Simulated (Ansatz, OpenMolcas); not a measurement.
**AlSiNH8 (SMILES [AlH3-][NH2+][SiH3]): the energy, rung by rung**

AlSiNH8: 11 atoms, total charge 0, spin state singlet. SMILES: `[AlH3-][NH2+][SiH3]`. The shape is that of a PBE0-D4/def2-TZVP optimisation.

```tsv
atom	x (Å)	y (Å)	z (Å)
Al	-0.9001	1.2111	-0.7408
N	-0.0283	0.1435	0.8027
Si	0.8762	-1.2487	0.1286
H	-0.7211	0.0919	-1.8824
H	0.0938	2.4653	-0.8067
H	-2.3772	1.4353	-0.1651
H	0.5667	0.7865	1.3167
H	-0.7685	-0.1448	1.4359
H	1.6515	-1.8829	1.2283
H	1.7948	-0.7168	-0.8967
H	-0.1225	-2.1974	-0.4001
```

Quantity: the energy change with the Al1–H6 bond stretched from 1.601 to 2.882 Å, in eV. The values are calculated.

| level | kind | program | value (eV) |
| --- | --- | --- | --- |
| HF/def2-SVP (restricted) | Hartree–Fock | Ansatz | 3.05 |
| revPBE/def2-SVP (restricted) | GGA | Ansatz | 2.48 |
| r2SCAN/def2-SVP (restricted) | meta-GGA | Ansatz | 2.68 |
| M06-2X/def2-SVP (restricted) | hybrid meta-GGA | OpenMolcas | 2.88 |
| r2SCAN0/def2-SVP (restricted) | hybrid meta-GGA | Ansatz | 2.84 |
| wB97M-V/def2-SVP (restricted) | range-separated hybrid | Ansatz | 2.86 |
| B2PLYP/def2-SVP (restricted) | double hybrid | OpenMolcas | 2.81 |
| RPA@PBE/def2-SVP (restricted) | RPA | Ansatz | 2.70 |
| CCSD/def2-SVP (restricted) | coupled cluster or CI | Ansatz | 2.73 |

The first shape isn't each level's own minimum. The values span 2.48 to 3.05 eV.

Stretching the Al–H bond costs most in Hartree–Fock, 3.05 eV, and least in revPBE, 2.48 eV, with CCSD between them at 2.73 eV. The bond is a polar, hydridic σ bond. As it lengthens, the bonding and antibonding σ levels approach each other and left–right correlation grows, while a single closed-shell determinant keeps too much ionic character at the stretched end. Hartree–Fock lacks this correlation and so overestimates the cost, whereas semilocal exchange probably mimics part of it, in line with the rise from 2.68 eV in r2SCAN to 2.84 eV in r2SCAN0. Exact exchange isn't the only factor, since revPBE and r2SCAN contain none and still differ clearly.

r2SCAN and RPA lie closest to CCSD, but this one displacement doesn't establish a general ranking. CCSD itself omits connected triples, which would probably lower the stretched end further. The energies describe a partly broken bond on the singlet surface and can't be read as Al–H dissociation energies, which refer to separated, relaxed radicals.
